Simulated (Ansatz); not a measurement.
## LiLaO3: the change of energy above lowest point with volume scale

Results calculated with Ansatz 0.2.0, not measured. Free energy against uniform scaling of the volume at fixed shape and fractions; periodic cell, basis, potentials, k mesh and filling as listed.

The cell before it is scaled or strained (space group Pm-3m, No. 221):
```
CELL_PARAMETERS angstrom
3.82260 0.00000 0.00000
0.00000 3.82260 0.00000
0.00000 0.00000 3.82260
ATOMIC_POSITIONS crystal
Li 0.50000 0.50000 0.50000
La 0.00000 0.00000 0.00000
O 0.50000 0.50000 0.00000
O 0.50000 0.00000 0.50000
O 0.00000 0.50000 0.50000
```

Settings of every row: functional PBEsol; dispersion none; potentials PAW; wave cutoff 462.59 eV; density cutoff 1850.4 eV; k mesh 6x6x6; k shift 0x0x0; occupations cold; smearing width 0.15 eV; spin none; SCF threshold exponent -7.

Limits: coarse k mesh, up to 40 meV an atom off; minimum outside the range; the cell comes from a prototype or a list of computed structures and needn't be the stable phase.

```
row  volume scale  V (Å³/atom)  energy above lowest point (meV/atom)
  1          0.94       10.501                                     0
  2          0.96       10.725                                     3
  3          0.98       10.948                                   9.6
  4             1       11.171                                  19.5
  5          1.02       11.395                                  32.3
  6          1.04       11.618                                     ?
  7          1.06       11.842                                  65.3
```

Question: what energy above lowest point should row 6 give?

Worked fit of energy above lowest point. Take u = (V_r/V)^(2/3) − 1 with V_r = 11.059 Å³ an atom, which is twice the finite (Eulerian) strain; such expansions in the strain, on which the Birch-Murnaghan equation of state is built, carry the rest volume and the bulk modulus. The shown rows have u = 0.03512, 0.02066, 0.00675, -0.0067, -0.01976, -0.04458. Least squares give energy above lowest point = 14.15 − 734.6 × u + 9366 × u² + 2372 × u³ meV/atom; a parabola predicts inner rows, each left out in turn, worse (root mean square 0.051 against 0.021 meV/atom). All shown rows lie on it to the printed digit. The withheld row has u = -0.03234, so the fit gives 14.15 − 734.6 × (-0.03234) + 9366 × (-0.03234)² + 2372 × (-0.03234)³ = 47.6 meV/atom.

The calculation gave 47.6 meV/atom. The fit meets it to the printed digit.
